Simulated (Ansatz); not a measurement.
## Sb: energy change per atom and pressure against volume scale

All results are calculated (Ansatz 0.2.0). Plane-wave DFT, scalar-relativistic PAW made under PBE with cores redone for the functional, no dispersion; the given relaxed cell is scaled uniformly, energy at zero smearing counts from the unscaled cell, pressure at the given Fermi-Dirac smearing is positive in compression.

The cell before it is scaled or strained (space group P6/mmm, No. 191):
```
cell vectors (Å)
   5.3458     0.0000     0.0000
  -2.6729     4.6296     0.0000
   0.0000     0.0000     3.1906
atoms (fractions of the cell vectors)
Sb  1.00000  0.00000  0.00000
Sb  0.33333  0.66667  0.50000
Sb  0.66667  0.33333  0.50000
```

Settings of every row: spin polarised no; functional PBEsol; wave cutoff 420 eV; smearing width 0.1 eV; k mesh 8x8x11.

Atom starting moment: 0 on all atoms.

Limits: the cell comes from a prototype or a list of computed structures and needn't be the stable phase.

```
row  volume scale  V (Å³/atom)  energy change per atom (meV)  pressure (GPa)
  1          0.88       23.163                         96.06           11.33
  2          0.92       24.216                         37.88            6.59
  3          0.96       25.268                          7.77            2.82
  4          1.04       27.374                             ?               ?
  5          1.08       28.427                         34.25           -4.51
  6          1.12        29.48                         69.76           -6.03
```

Question: what energy change per atom and pressure should row 4 give?

Worked fit of energy change per atom. Take u = (V_r/V)^(2/3) − 1 with V_r = 25.268 Å³ an atom, which is twice the finite (Eulerian) strain; such expansions in the strain, on which the Birch-Murnaghan equation of state is built, carry the rest volume and the bulk modulus. The shown rows have u = 0.0597, 0.02876, 0, -0.07553, -0.09768. Least squares give energy change per atom = 7.836 + 672.25 × u + 13419 × u² meV; a straight line predicts inner rows, each left out in turn, worse (root mean square 35 against 0.73 meV). The rows lie off it by 0.26, -0.39, -0.07, 0.64, -0.45 (root mean square 0.41 meV). The withheld row has u = -0.05197, so the fit gives 7.836 + 672.25 × (-0.05197) + 13419 × (-0.05197)² = 9.14 meV.

The calculation gave 10.02 meV. The fit lies 0.88 meV (8.8 % of the value, 1 % of the column's range) below it; its largest miss of a shown row is 0.64 meV.

Worked fit of pressure. Take u = (V_r/V)^(2/3) − 1 with V_r = 25.268 Å³ an atom, which is twice the finite (Eulerian) strain; such expansions in the strain, on which the Birch-Murnaghan equation of state is built, carry the rest volume and the bulk modulus. The shown rows have u = 0.0597, 0.02876, 0, -0.07553, -0.09768. Least squares give pressure = 2.822 + 122.52 × u + 329.6 × u² GPa; a straight line predicts inner rows, each left out in turn, worse (root mean square 0.87 against 0.048 GPa). The rows lie off it by 0.02, -0.03, 0.00, 0.04, -0.03. The pressure vanishes at u = -0.0247, or V = 26.23 Å³ an atom, and there the bulk modulus at fixed shape and fractions is B = −V dP/dV = (2/3)(1 + u) dP/du = 69.1 GPa. Letting shape and atoms relax would as a rule lower it, by much in layered, chain or molecular crystals. The withheld row has u = -0.05197, so the fit gives 2.822 + 122.52 × (-0.05197) + 329.6 × (-0.05197)² = -2.66 GPa.

The calculation gave -2.59 GPa. The fit lies 0.07 GPa (2.7 % of the value, 0.4 % of the column's range) below it; its largest miss of a shown row is 0.04 GPa.
